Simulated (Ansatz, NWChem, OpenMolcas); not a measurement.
**Errors in the dipole moment**

6 molecules with two or more fluorines; the dipole moment in D, computed less measured. Shapes, held fixed at every level: PBE0-D4/def2-TZVP. No vibrational averaging. Dipoles are compared by magnitude; molecules under 1 D, whose direction can flip, are left out. Programs: Ansatz 0.2.0, NWChem 7.3.0, OpenMolcas 26.06. A level may come from different programs for different species; with the same settings they agree closely. Measured values: NIST CCCBDB.

Levels: A = HF/3-21G; B = HF/def2-SVP; C = B3LYP/6-31G* (Cartesian functions); D = wB97M-V/def2-TZVPP.

```
                     molecule  measured      A      B      C      D
      CH2F2 (difluoromethane)      1.97  +0.42  +0.30  -0.28  -0.11
    SO2F2 (sulfuryl fluoride)      1.12  -0.06  +0.01  +0.06  +0.04
C2F3N (cyanotrifluoromethane)      1.33  -0.54  -0.16  +0.15  +0.07
 C2H2F2 (vinylidene fluoride)      1.38  +0.26  +0.08  -0.43  -0.24
    C2H3F3 (SMILES CC(F)(F)F)      2.32  +0.37  +0.26  -0.31  -0.04
  C2H4F2 (1,1-difluoroethane)      2.27  +0.32  +0.25  -0.34  -0.08
```

**Question.** Sum up the errors.

**Answer.** 
```
                             level                    kind  mean error  mean absolute error  worst case
                          HF/3-21G            Hartree–Fock      +0.128                0.328       C2F3N
                       HF/def2-SVP            Hartree–Fock      +0.123                0.177       CH2F2
B3LYP/6-31G* (Cartesian functions)           global hybrid      -0.192                0.262      C2H2F2
                wB97M-V/def2-TZVPP  range-separated hybrid      -0.060                0.097      C2H2F2
```

On this set wB97M-V/def2-TZVPP has the smallest mean absolute error and HF/3-21G the largest. HF/3-21G is too high in 4 of 6; HF/def2-SVP is too high in 5 of 6; B3LYP/6-31G* (Cartesian functions) is too low in 4 of 6; wB97M-V/def2-TZVPP is too low in 4 of 6. The levels differ in basis as well as in method. The tabulated value of C2F3N is in doubt (older tables, estimates, or at odds with other calculations) and kept here. Over the 5 molecules whose values aren't doubted the mean absolute errors are A 0.286; B 0.180; C 0.284; D 0.102. The set is small.

The four hydrofluorocarbons share one order of computed dipoles, with both Hartree–Fock levels above experiment, wB97M-V slightly below it and B3LYP lowest. In SO2F2 and CF3CN that order is exactly reversed, a comparison between levels that doesn't depend on the measured values. The likely reason is how the bond dipoles add. In the hydrofluorocarbons the polar C–F bonds set the net moment, whereas in CF3CN the CF3 group opposes the stronger nitrile dipole, so more polar C–F bonds lower the total. A similar opposition between S–F and S–O bonds probably acts in SO2F2.

Hartree–Fock typically exaggerates charge separation because it lacks correlation, while the low B3LYP values may owe as much to the small basis without diffuse functions as to the functional. Mean signed errors therefore partly reflect the mix of molecules and are a poor guide to bond polarity. The last place of HF/3-21G isn't secure either, since without CF3CN it is practically level with B3LYP/6-31G*. The lead of wB97M-V/def2-TZVPP survives that omission.
